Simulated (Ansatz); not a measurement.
## The atomisation energy (no zero-point term) down a group: C to Sn

One atom is swapped for its congeners: C5H8 (1,4-pentadiene) `C=CCC=C`; C4H8Ge `C=[CH][GeH2][CH]=C`; C4H8Sn `C=[CH][SnH2][CH]=C`. The Si member is missing. All are singlets with charge 0.

Shapes, held fixed at every level: PBE0-D4/def2-TZVP. Flexible molecules stand in one conformer, not always the lowest. Programs: Ansatz 0.2.0. Values in eV.

```json
{"level": "PBE-D4/def2-TZVPP", "C5H8": "57.84", "C4H8Ge": "52.46", "C4H8Sn": "50.80"}
{"level": "r2SCAN-D4/def2-TZVPP", "C5H8": "56.61", "C4H8Ge": "51.64", "C4H8Sn": "49.91"}
{"level": "B3LYP-D4/def2-TZVPP", "C5H8": "56.61", "C4H8Ge": "51.53", "C4H8Sn": "49.90"}
{"level": "wB97X-V/def2-TZVPP", "C5H8": "56.41", "C4H8Ge": "51.56", "C4H8Sn": "49.98"}
{"level": "CCSD/def2-TZVPP", "C5H8": "54.43", "C4H8Ge": "49.81", "C4H8Sn": "48.16"}
{"level": "CCSD(T)/def2-TZVPP", "C5H8": "55.21", "C4H8Ge": "50.57", "C4H8Sn": "48.93"}
```

At CCSD(T)/def2-TZVPP the atomisation energy falls at every step, from 55.21 to 48.93 eV. Every level shows the same order. For atoms past krypton def2 sets carry core potentials with scalar relativity. Relativity is left out for Ge unless named. Correlated rows may include outer-core shells of Ge, Sn, which these sets cover unevenly. Spin-orbit coupling, which grows down the group, is left out (summed over each molecule's free atoms 0.02, 0.13, 0.32 eV).

The atomisation energy drops much more from carbon to germanium than from germanium to tin, at every level. Since the two vinyl groups are common to all three molecules, the fall mainly reflects weaker bonds from the central atom to carbon and hydrogen. Down the group the valence s and p orbitals become more diffuse and less well matched in size, so they overlap and hybridise less effectively; the greater polarity of the heavier bonds offsets only part of this loss. Spin-orbit stabilisation of the free atoms would steepen the decline.

The perturbative triples raise the binding by nearly the same amount in each molecule, which suggests that this contribution comes largely from the shared vinyl framework and cancels in the trend. All the density functionals lie above CCSD(T), probably in part because correlation energy converges slowly with basis size, so the gap is not a direct measure of functional overbinding. These totals do not separate the central atom's bonds to carbon from those to hydrogen.
